# Phosphorus stretched and flattened along c

This is not the layered, semiconducting black phosphorus but a denser form with no gap on the k mesh. Zigzag chains run along the edge a. Each atom has two short bonds within its chain, two somewhat longer links to neighbouring chains and two longer contacts. The scan lengthens or shortens the cell along c and lets a and b respond together, so that the volume stays the same. The atoms are carried along with the cell and may not settle into better places.

Phosphorus (Imma; a = 3.383, b = 5.030, c = 3.718 Å, not relaxed at this level; 15.82 Å³ per atom), strained along c at fixed volume and fractional coordinates. Ansatz 0.2.0, PBEsol, plane-wave PAW, scalar-relativistic, no spin polarisation; cutoff 420 eV, k mesh 20×20×20, Gaussian smearing 0.15 eV. Free energies are relative to the starting cell; pressure is positive in compression.

```tsv
axial ratio (over its starting value)	energy change (meV/atom)	pressure (GPa)
0.85	133.6	-1.53
0.92	36.1	-1.42
1.0	0.0	-0.79
1.1	34.5	0.01
1.2	110.5	0.52
```

## 1. How much energy does a change of shape cost?

A change of the axial ratio by about a tenth costs some 35 meV per atom, or 3 kJ/mol. That is little beside a P–P single bond, which is worth very roughly 200 kJ/mol. The cost then climbs quickly: going from a ratio of 1.1 to 1.2 doubles the elongation and raises the energy a little more than threefold. A spring, whose energy grows with the square of its extension, would need four times as much, so the crystal gives way a little as it is stretched.

## 2. Which bonds take up the strain?

Let $q$ be the axial ratio. At fixed volume, lengths along the axis grow by $\tfrac23\,\delta\ln q$ and lengths across it shrink by $\tfrac13\,\delta\ln q$. A bond of length $\ell$ that makes an angle $\theta$ with the axis feels a mixture of both:

$$\frac{\delta \ell}{\ell}=\left(\cos^2\theta-\tfrac13\right)\delta\ln q .$$

The bracket vanishes near 55°, and the chain bonds lean at 49° in the starting cell. They therefore hardly notice the deformation: from the flattest cell to the longest they stretch by only 3.5 %. The links lie almost across the axis and shorten by 10 %, while the longer contacts lean towards it and lengthen by 11 %. The angle within the chain closes from 107° to 88°.

The scan thus bends chains and shifts the contacts between them, but largely spares the strongest bonds. Since stretching a covalent bond usually costs more than bending an angle, this probably helps to keep the energies modest, although the calculation does not divide the energy among the bonds. The same rule serves for other directions. Chain bonds lie at right angles to b, so a pull along b would shorten them by a third of the change in $\ln q$, over three times their response here.

## 3. Why is the pressure zero near 1.1, when the energy is lowest at 1.0?

The two quantities answer different questions. Pressure tells whether the crystal could lower its energy by changing its volume; the slope of this curve tells whether it could do so by changing its shape. The scan holds the volume at a value that was not relaxed with this functional, so nothing makes the pressure vanish at the best shape. At a relaxed volume the two points would coincide. With $p_a$, $p_b$ and $p_c$ for the stresses along the three edges, positive in compression, and $V$ for the volume per atom, the work done by the stresses gives

$$p=\frac{p_a+p_b+p_c}{3},\qquad \frac{dE}{d\ln q}=\frac{V}{3}\,(p_a+p_b-2p_c).$$

At a ratio of 1.1 the mean is practically zero, yet the crystal is far from stress-free. It is under a tension of 6.6 GPa along c and under compressions of 1.7 and 5.0 GPa along a and b. Judged by the pressure alone, this strained cell would pass for a relaxed one.

The slopes can be turned back into energies. At 1.1 and 1.2 the stresses give 658 and 1077 meV per atom per unit of $\ln q$, with a mean of about 868. Multiplied by $\ln(1.2/1.1)\approx0.087$, this makes a step of about 75 meV, and the table has $110.5-34.5=76.0$ meV. The poorest agreement is between 1.0 and 1.1, where the estimate falls short by 9 % of the tabulated step. Stresses and energies come from the same runs, so this tests their consistency, not the functional.

## 4. Where exactly is the minimum, and does symmetry hold it there?

The stresses of the starting cell almost cancel in the slope, which puts the minimum at the starting ratio. A parabola through the three middle rows puts it at 1.007. The position is thus known to better than a per cent for atoms that ride with the cell. The starting cell still has a pressure of −0.79 GPa: its shape suits this path, but it would rather be smaller.

Symmetry does not fix this minimum. The natural place to look for a special point is a ratio of 0.91, where the edges a and c become equal. The chains still run along a and not along c, however, and the edge b changes along the path too, so that the two sides of this point are not mirror images. At the nearby ratio of 0.92 the energy is in fact still falling steeply towards the start. The slopes of all four deformed cells lead back to the same well, with no sign of a second one, though five points could step over a narrow dip.

## 5. Is the crystal really softer when it is stretched?

Along this path it is. If the well were a symmetric parabola in $\ln q$, the cell at 1.1 should cost 31 % more than the one at 0.92, because it is strained further. It costs 4 % less. A curve with a quadratic and a cubic term, fitted to all five rows, catches this lopsidedness but still misses the row at 0.92 by a tenth of its energy. It describes the scan and should not be used beyond it.

## 6. Would the answer survive if the atoms could relax?

Perhaps not. At 0.92 each atom is pushed along the axis with 0.81 eV/Å, at 1.1 with only 0.05 eV/Å. A force $F$ on an atom held by a spring of stiffness $k$ can release an energy $F^2/2k$. With a rough, recalled stiffness of 10 eV/Å², that is tens of meV per atom for the flattened cell and next to nothing for the stretched one.

The gain is as large as the energies being compared. The starting cell would gain as well, but clearly less than the flattened one. Relaxation could therefore remove the lopsidedness or turn it round, and it could move the minimum towards flatter cells. For a real elastic constant the atoms have to be relaxed at every ratio; a finer scan with fixed positions would not help.

## 7. What would happen to the shape if the crystal were squeezed?

The pressure column already holds the answer, for atoms that ride with the cell and edges a and b that keep their proportion. It rises with the axial ratio in every step: the flat cells pull inwards, while the longest one pushes outwards. A small squeeze therefore lowers the energy of the flat cells and raises that of the longest, and the well tilts towards the flat ones. The effect is slight: taking away 1 % of the volume lowers the best ratio by about 0.1 %. The link works both ways: since the pressure has a slope where the energy is lowest, a change of volume moves the best shape. Where symmetry holds the minimum in place, as in a cubic crystal, that slope is zero.

## 8. Which digits can be trusted?

Energies are good to about a meV per atom as far as the smearing of the electrons is concerned, since removing its effect shifts them by at most 1.2 meV. The near-equality of the rows at 0.92 and 1.1 is thus real for this path, but the order of the two deserves little weight. The PAW datasets were made for PBE and not for PBEsol, which adds an error that this scan cannot size.

The pressures call for more caution. A finite plane-wave cutoff can shift them all in the same direction, and an error of only 0.1 GPa would move the point of zero pressure by one to two per cent in the ratio. "Near 1.1" is as much as one should say. The slopes are safer, because a shift common to all three stresses drops out of them. The output below gives the bond lengths and slopes row by row, and then the fit.

Printed output of the fit:

```
Geometry and rough relaxation energy:
   row  chain bond (A)  link (A)  long contact (A)  chain angle (deg)  rough relaxation (meV/atom)
  0.85           2.216     2.679             2.699              107.4                        50.08
  0.92           2.222     2.613             2.753                103                        32.74
   1.0           2.236     2.546             2.819              98.31                        8.591
   1.1           2.261     2.473             2.909              92.88                       0.1119
   1.2           2.294     2.409             3.004              87.89                        12.81
Chain bond, change from first to last row (%): 3.505
Link, change from first to last row (%): -10.08
Long contact, change from first to last row (%): 11.28
Chain bond, relative change per unit ln ratio at the start: 0.0944
Link, relative change per unit ln ratio at the start: -0.3091
Energy and stress along the path:
   row  slope from stress (meV/atom per ln ratio)  step from stress (meV/atom)  step in table (meV/atom)  parabola from stress (meV/atom)
  0.85                                      -1557                          n/a                       n/a                            112.4
  0.92                                       -863                       -95.75                     -97.5                            29.59
   1.0                                    -0.8204                       -36.01                     -36.1                                0
   1.1                                      657.8                        31.31                      34.5                            38.66
   1.2                                       1077                        75.49                        76                            141.5
fit of energy_change on 5 rows: coefficient of u**2 4259 +/- 50, coefficient of u**3 -5091 +/- 291; rms 1.62, worst 0.92 -3.54, leave-one-out rms 7.75
Energy of row 1.1 over row 0.92 if the well were a symmetric parabola: 1.307
Energy of row 1.1 over row 0.92 in the table: 0.9557
Ratio at the minimum, parabola through rows 0.92, 1.0 and 1.1: 1.007
Ratio at the minimum, from the stress of row 1.0: 1
Shift of the clamped minimum for 1 % less volume (% of the ratio): -0.09284
Axial ratio at which a and c are equal: 0.9099
Largest effect of the smearing extrapolation (meV/atom): 1.165
```
